The five lowest singlet excitations of this ethane–germane pair, the only ones calculated, form a group of three and a group of at least two. Both are nearly dark, and they differ mainly in how hole and electron are combined. The pattern matches what is expected of near-tetrahedral germane, GeH₄, when an electron leaves one threefold set of orbitals for another. Of the nine resulting combinations, three form a triply degenerate singlet level and two a doubly degenerate one, while the other four are expected higher. On this reading, which is inferred and not proven, the ethane neighbour and small distortions blur both levels without hiding them.

The five lowest singlet excitations of a neutral ethane–germane pair in the gas phase, calculated with PySCF 2.14.0 using Hartree–Fock linear response in the Tamm–Dancoff approximation and the def2-SVP basis, at the GFN2-xTB geometry. Leading pair weights refer to natural transition orbitals.

| row | excitation energy (eV) | oscillator strength | leading pair weight | hole electron distance (Å) | hole electron overlap |
| --- | --- | --- | --- | --- | --- |
| 1 | 10.843 | 0.000 | 0.519 | 0.417 | 0.774 |
| 2 | 10.864 | 0.001 | 0.685 | 0.376 | 0.762 |
| 3 | 10.898 | 0.000 | 0.726 | 0.393 | 0.748 |
| 4 | 11.210 | 0.003 | 0.655 | 0.075 | 0.770 |
| 5 | 11.275 | 0.001 | 0.685 | 0.103 | 0.755 |

### The gap after row 3

The excitation energy rises by only 0.055 eV over rows 1–3, jumps by 0.312 eV, and then rises by 0.065 eV from row 4 to row 5. The hole–electron overlap, by contrast, stays between 0.748 and 0.774 in all five rows. In every row, moreover, the largest single contribution in terms of molecular orbitals joins one of the three highest occupied orbitals to one of the three lowest empty ones. The two groups therefore look like different arrangements of similar orbitals, not like excitations into orbitals of a different kind.

Germane's highest occupied orbitals are three Ge–H bonding combinations that transform like $x$, $y$ and $z$. Let $x'$, $y'$ and $z'$ be an empty set of the same symmetry. A product such as $yz'$ means that the hole is in $y$ and the electron in $z'$. Nine such products exist, and tetrahedral symmetry sorts their combinations as follows:

- three differences such as $yz'-zy'$, called $T_1$;
- two combinations such as $xx'-yy'$ and $2zz'-xx'-yy'$, called $E$;
- three sums such as $yz'+zy'$, called $T_2$;
- the full sum $xx'+yy'+zz'$, called $A_1$.

The table's three-plus-two pattern matches $T_1$ followed by $E$, provided the upper group ends at row 5. The calculation stopped at five states, so a sixth lying just above would not have been seen. Ethane has only one threefold axis, so symmetry gives its orbitals and states in pairs at most. This makes germane the natural home of the threefold level. The assignment is an inference from the pattern, which a calculation on germane alone would test.

### Why the group of three is lower

Two electrostatic terms compete. The electron is attracted by the hole, which lowers the energy. A singlet excitation also pays for the self-repulsion of its transition density, the charge pattern formed by multiplying the hole orbital by the electron orbital.

The competition is easiest to see when the orbitals are treated as atomic p orbitals. Rotating $xx'-yy'$ by 45° about $z$ turns it into a sum of the type $xy'+yx'$, so $E$ can be compared with $T_1$ through a sum and a difference of the same two products. The interaction between the products then gives

$$
\Delta = E_{\text{sum}}-E_{\text{difference}} = 4R-2A .
$$

Here $E_{\text{sum}}$ and $E_{\text{difference}}$ are the energies of the two combinations. $R$ is the repulsion between the transition densities $xy'$ and $yx'$, and $A$ is the corresponding integral between the densities $xy$ and $x'y'$, which comes from the electron–hole attraction. In the difference, the two transition densities cancel and the repulsion disappears. In the sum, they reinforce each other.

Attraction alone would favour the sum. If the occupied and empty orbitals fill much the same region, however, $R$ and $A$ are comparable, and the factor of four makes $\Delta$ positive. $T_1$ then lies below $E$, as the table suggests. In the real tetrahedral molecule, the $T_2$ transition density also carries a dipole, which adds repulsion, while in $A_1$ all three parts reinforce one another. Theory therefore favours higher positions for these two levels.

The argument also shows when the order could change. A more diffuse empty orbital overlaps less with the hole orbital, so $R$ falls faster than $A$, and the gap may shrink or reverse. This matters here because the basis has no diffuse functions, although the low excitations of such saturated molecules have strong Rydberg character. The computed separation belongs to a compact description of the electron and may not survive in a larger basis.

### Rows 1–3: displacements that nearly cancel

The hole–electron distance is the length of the vector between the centres of the two charge clouds. It averages 0.40 Å in rows 1–3 and 0.09 Å in rows 4–5. Both values are far below the 3.9 Å between germanium and the nearer carbon, so no row shows a net one-way transfer of an electron between the molecules. The contrast between the groups needs an explanation within a local excitation.

Symmetry supplies one. A tetrahedron has three perpendicular twofold axes. An $E$ state is unchanged by a half-turn about any of them, whereas every non-zero vector is changed by at least one of these half-turns. An ideal $E$ state therefore has no displacement between hole and electron.

A $T_1$ state has more freedom. Let $c_1$, $c_2$ and $c_3$ be its amplitudes in the three basic differences. Its displacement is proportional to $(c_2c_3,\;c_3c_1,\;c_1c_2)$. It vanishes for a basic difference alone but not for a mixture. A neighbour on one side can select such mixtures, and so can a slight distortion of germane.

The three displacements must nevertheless add up to zero in an ideal $T_1$ level, because the three states are orthogonal and their products of amplitudes cancel in the sum. In the calculation, the average of the three displacement vectors is only 0.08 Å long, one fifth of the typical individual length. The displacements point in different directions and largely cancel. This supports a threefold level more strongly than the count of three does, though three vectors could also cancel by accident. A $T_2$ level would show the same cancellation; it is the weak absorption, discussed below, that favours $T_1$.

### Rows 1–3: uneven weights from a little mixing

The leading pair weight is the share of an excitation carried by its most important hole–electron pair, after the orbitals have been rotated to make the description as short as possible. A pure $T_1$ state needs two pairs of equal weight, one half each, whichever mixture is chosen. Row 1 comes close, with 0.519 and 0.480. Rows 2 and 3 depart clearly from equality, although they lie close to row 1 in energy.

A small admixture is enough to cause this. Take a state with amplitude $a$ in the normalised difference $yz'-zy'$ and amplitude $b$ in the normalised sum $yz'+zy'$, where $a^2+b^2=1$. The weights of the two products are $(a+b)^2/2$ and $(a-b)^2/2$, so they differ by $2ab$. A suitable $E$ combination produces the same difference.

Row 3 has the most uneven weights of its group, 0.726 and 0.270. Their difference gives

$$
2ab = 0.726-0.270 = 0.456,
\qquad
b^2=\frac{1-\sqrt{1-0.456^2}}{2}\approx 0.055 .
$$

An admixture of about 5.5 per cent is thus the smallest that can account for row 3. For row 2, the same steps give 3.7 per cent. Nothing was fitted: the estimate takes the ideal pattern as given and asks how far the state must depart from it.

The weights look so irregular because they respond to the amplitude $b$, whereas the share of the foreign state is $b^2$. An amplitude of only 0.23 turns an even division into roughly three quarters and one quarter. The leading pair weight is therefore a sensitive sign of broken symmetry but a poor measure of how much the character of a state has changed.

### Rows 4 and 5: the two forms of $E$

The $E$ level can be written as two quite different-looking partners. The combination $2zz'-xx'-yy'$ has ideal weights of two thirds, one sixth and one sixth. Its partner $xx'-yy'$ has two equal weights of one half. In a perfect tetrahedron the two have the same energy, so even a weak disturbance can decide which forms appear.

Row 4 resembles the first form, with weights of 0.655, 0.183 and 0.121. Row 5 should then resemble the second, and it does use essentially two pairs. Their weights are uneven, however, at 0.685 and 0.304. A $T_1$ admixture of about 3.8 per cent would account for this, by the same reasoning as for row 3, though other small admixtures, or a slight rotation between the two forms of $E$, could contribute.

Rows 2 and 5 make an instructive comparison. Their leading pair weights are both 0.685, yet their hole–electron distances are 0.376 and 0.103 Å. In the symmetry picture, row 2 is mostly $T_1$ with a little foreign character, and row 5 is mostly $E$, possibly with a little $T_1$. The weights hardly distinguish these cases, whereas the displacement does.

### Why all five rows are nearly dark

Light couples to an excitation through the dipole of its transition density. In a perfect tetrahedron this dipole vanishes for both $T_1$ and $E$, while $T_2$ is allowed. The strongest row here, row 4, has an oscillator strength of only 0.0026, whereas strongly allowed transitions reach tenths or more. The small strengths that remain are what a slightly broken symmetry permits; the entries printed as 0.000 are rounded, not exact zeros.

The excitations are dark even though hole and electron overlap well. Good overlap allows each product to have a sizeable transition density, but that density need not produce a net dipole. In $T_1$, the dipoles of products such as $yz'$ and $zy'$ cancel, whereas in $E$, products such as $xx'$ have none to begin with. Overlap and brightness are therefore separate questions, and in a molecule of high symmetry the second depends on the shapes and relative signs of the products.

### What the energies can be used for

The gap after row 3 is clear within this calculation, though the size of the upper group is not, and neither the grouping nor the energies should be carried over directly to the real molecules. Without diffuse functions, the Rydberg-like states are placed too high, and this level of theory also leaves out electron correlation. The value of 10.843 eV in row 1 is thus not a realistic absorption onset. Differences of a few hundredths of an electronvolt within a group are likewise too small to establish an order.

Germane is a precursor gas for the germanium and silicon–germanium layers used in transistors. For deposition assisted by light, the table cannot even settle whether the lowest excited state is dark: with diffuse functions, an allowed excitation into a diffuse, fully symmetric orbital could fall below the five states listed here. Nor does the table provide a threshold for breaking the molecule apart.
